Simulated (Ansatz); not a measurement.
## Correcting a cheap level on molecular compounds of Ge

The vertical ionisation energy (cation less neutral) in eV of 6 molecular compounds of Ge: x at PBE0-D4/def2-TZVPP, y at CCSD(T)/def2-TZVPP. Shapes, held fixed at every level: PBE0-D4/def2-TZVP. Flexible molecules stand in one conformer, not always the lowest. Programs: Ansatz 0.2.0.

```
                                        molecule  x (eV)  y (eV)
C3H8Cl3GeN (SMILES CC[N](C)[Ge]([Cl])([Cl])[Cl])    8.88    9.03
                                       Ge(SiH3)4    9.45       ?
                    GeH2IF (SMILES [F][GeH2][I])   10.17   10.18
                                      GeH2(NH2)F   10.50   10.57
      C2H6F2GeO2 (SMILES C[O][Ge]([F])([F])[O]C)   10.83   11.39
                           GeH3F (fluorogermane)   12.26   12.61
```

Fit y = c + s·x to the known rows and predict y for Ge(SiH3)4.


1. Means of the 5 rows: x = 10.5280, y = 10.756.
2. Σ(Δx)² = 5.9359, Σ(Δx·Δy) = 6.4585, so the slope is 6.4585/5.9359 = 1.088.
3. Intercept: 10.756 − (1.088) × 10.5280 = -0.698. The largest residual of the fit is 0.31.
4. Ge(SiH3)4: -0.698 + 1.088 × 9.45 = 9.58 eV.

CCSD(T)/def2-TZVPP gives 9.66 eV, so the prediction is off by -0.08 eV, within the largest residual. Uncorrected, PBE0-D4/def2-TZVPP misses it by -0.21 eV, and the other rows by 0.23 on average. The line removes about 60 % of this miss. Left out in turn, the other rows are missed by 0.22 eV on average, hardly better than no correction. Cations run unrestricted. For atoms past krypton def2 sets carry core potentials with scalar relativity. Relativity is left out for Ge. Outer-core shells of Ge, I are correlated, in sets that cover them unevenly.

The ionisation energies follow how tightly the outermost electrons are held. The methylated amine is lowest because alkyl groups raise the nitrogen lone pair and stabilise the hole, even beside three chlorines. In Ge(SiH3)4 the electron probably comes from Ge–Si σ bonds, which lie high between two electropositive elements. Fluorogermane has neither such bonds nor a loosely held lone pair, and comes out highest.

PBE0 lies below CCSD(T) in every row, but the gap does not grow steadily with the ionisation energy: it nearly vanishes for GeH2IF and is largest for the dimethoxy compound, possibly because PBE0 overstabilises a hole shared between two oxygens. The error thus seems to depend on the character of the hole, which a line in x cannot capture. The good result for Ge(SiH3)4 therefore doesn't validate the slope; a constant shift by the average miss of 0.23 eV would do even better. Spin–orbit splitting of an iodine lone-pair hole, absent from both levels, would matter when comparing GeH2IF with experiment.
